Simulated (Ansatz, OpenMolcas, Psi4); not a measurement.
## How methods differ on GaBH3ClO (SMILES O[B](Cl)[GaH2])

The species is GaBH3ClO (7 atoms), meant as a singlet with charge 0. As SMILES, `O[B](Cl)[GaH2]`. The coordinates come from a PBE0-D4/def2-TZVP relaxation. This is one conformer, not always the lowest.

Quantity: the vertical ionisation energy (to the doublet cation), in eV. The values are calculated.

```
                               level                   kind     program  value (eV)  less CCSD(T)/6-31G*  CPU time (all runs)
  SVWN5/6-31G* (spherical functions)                    LDA      Ansatz        9.59                 0.00                 14 s
  M06-L/6-31G* (spherical functions)               meta-GGA  OpenMolcas        9.60                +0.01                 80 s
   TPSS/6-31G* (spherical functions)               meta-GGA  OpenMolcas        9.55                -0.04                 91 s
 r2SCAN/6-31G* (spherical functions)               meta-GGA      Ansatz        9.62                +0.03                 58 s
  B3LYP/6-31G* (Cartesian functions)          global hybrid      Ansatz        9.71                +0.12                 35 s
RPA@PBE/6-31G* (spherical functions)                    RPA      Ansatz        9.47                -0.12                 45 s
CCSD(T)/6-31G* (spherical functions)  coupled cluster or CI      Ansatz        9.59                 0.00                2 min
   CCSD/6-31G* (spherical functions)  coupled cluster or CI        Psi4        9.64                +0.05              1.8 min
```

Differences are taken from CCSD(T)/6-31G* (spherical functions) for orientation; it has basis-set and higher-order errors of its own. All-electron rows without a relativistic Hamiltonian named are non-relativistic. The values span 9.47 to 9.71 eV. In the correlated wave-function rows the outer d shell of Ga is correlated, in sets not made for it. CPU times are rough (shared hosts, several kinds of processor and program).

The eight methods place the vertical ionisation energy within a narrow window, from 9.47 eV with RPA@PBE to 9.71 eV with B3LYP. The electron probably leaves the Ga–B σ bond. Both partners are electropositive, so this bonding pair should lie above the chlorine and oxygen lone pairs, which are held by more electronegative atoms and partly stabilised by donation into the empty boron p orbital. A hole shared along such a bond would be a fairly undemanding case for semilocal functionals, in keeping with the close agreement of the three meta-GGAs with CCSD(T).

The exact match of SVWN5 is better read as cancellation between exchange and correlation errors than as superior accuracy. Perturbative triples lower the CCSD value by only 0.05 eV, which suggests that neither the neutral molecule nor the cation has strong multireference character. Removing a σ-bonding electron should weaken and lengthen the Ga–B bond, so the adiabatic ionisation energy may lie appreciably lower, by an amount these vertical values do not reveal.
